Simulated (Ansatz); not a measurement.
# Strength of the Ga–H bond: GaH(OH)2 → Ga(OH)2 + H

Species: GaH(OH)2, singlet; Ga(OH)2, doublet; H atom, doublet. 

Shapes, held fixed at every level: PBE0-D4/def2-TZVP. Flexible molecules stand in one conformer, not always the lowest. Programs: Ansatz 0.2.0. The zero-point and thermal change to 298 K, harmonic and unscaled (PBE0-D4/def2-TZVP), is -15.2 kJ/mol.

Question: Estimate ΔH(298 K) of this reaction.

Answer: The highest level, CCSD(T)/def2-TZVPP, gives ΔH(298 K) = +342.2 kJ/mol; the levels span +259.2 to +342.2. The column of differences is taken from that level and isn't an error. Hartree–Fock misses the correlation of the pair that is broken and comes out low. No measured value is set beside it here. Open shells run unrestricted. Relativity is left out for Ga. Outer-core shells of Ga are correlated in most correlated rows, in sets that cover them unevenly. CCSD(T)/def2-TZVPP lies outside the range of all other levels here, so it shouldn't be taken on trust.

```tsv
level	kind	ΔH(298 K) (kJ/mol)	less CCSD(T)/def2-TZVPP
MP2/def2-SVP	perturbation theory	+320.6	-21.6
MP2/def2-TZVPP	perturbation theory	+330.5	-11.7
HF/def2-SVP	Hartree–Fock	+263.5	-78.7
HF/def2-TZVPP	Hartree–Fock	+259.2	-83.0
B3LYP-D4/def2-TZVPP	global hybrid	+333.0	-9.2
PBE0-D4/def2-TZVPP	global hybrid	+325.4	-16.8
CCSD(T)/def2-TZVPP	coupled cluster or CI	+342.2	0.0
```

Homolysis of the Ga–H bond is strongly endothermic at every level, and the correlated and hybrid-functional results fall between +320.6 and +342.2 kJ/mol. They support a strong, largely covalent bond but don't fix its enthalpy to within a few kJ/mol. Breaking it takes gallium from the +3 state to a formal +2 radical, whose unpaired electron probably occupies a σ-type orbital of mixed Ga 4s and 4p character. The electronegative hydroxyl groups should draw p character into the Ga–O bonds and leave more 4s character for the bond to hydrogen.

The basis set acts in opposite directions: enlarging it lowers the Hartree–Fock value slightly but raises the MP2 value. The correlation contribution to the bond therefore grows with the basis, as expected when added polarisation functions better describe how the two bonding electrons avoid each other. The free hydrogen atom has no correlation energy to offset this gain. Whether the hydroxyl groups strengthen the Ga–H bond relative to that in GaH3 can't be judged from this reaction alone.
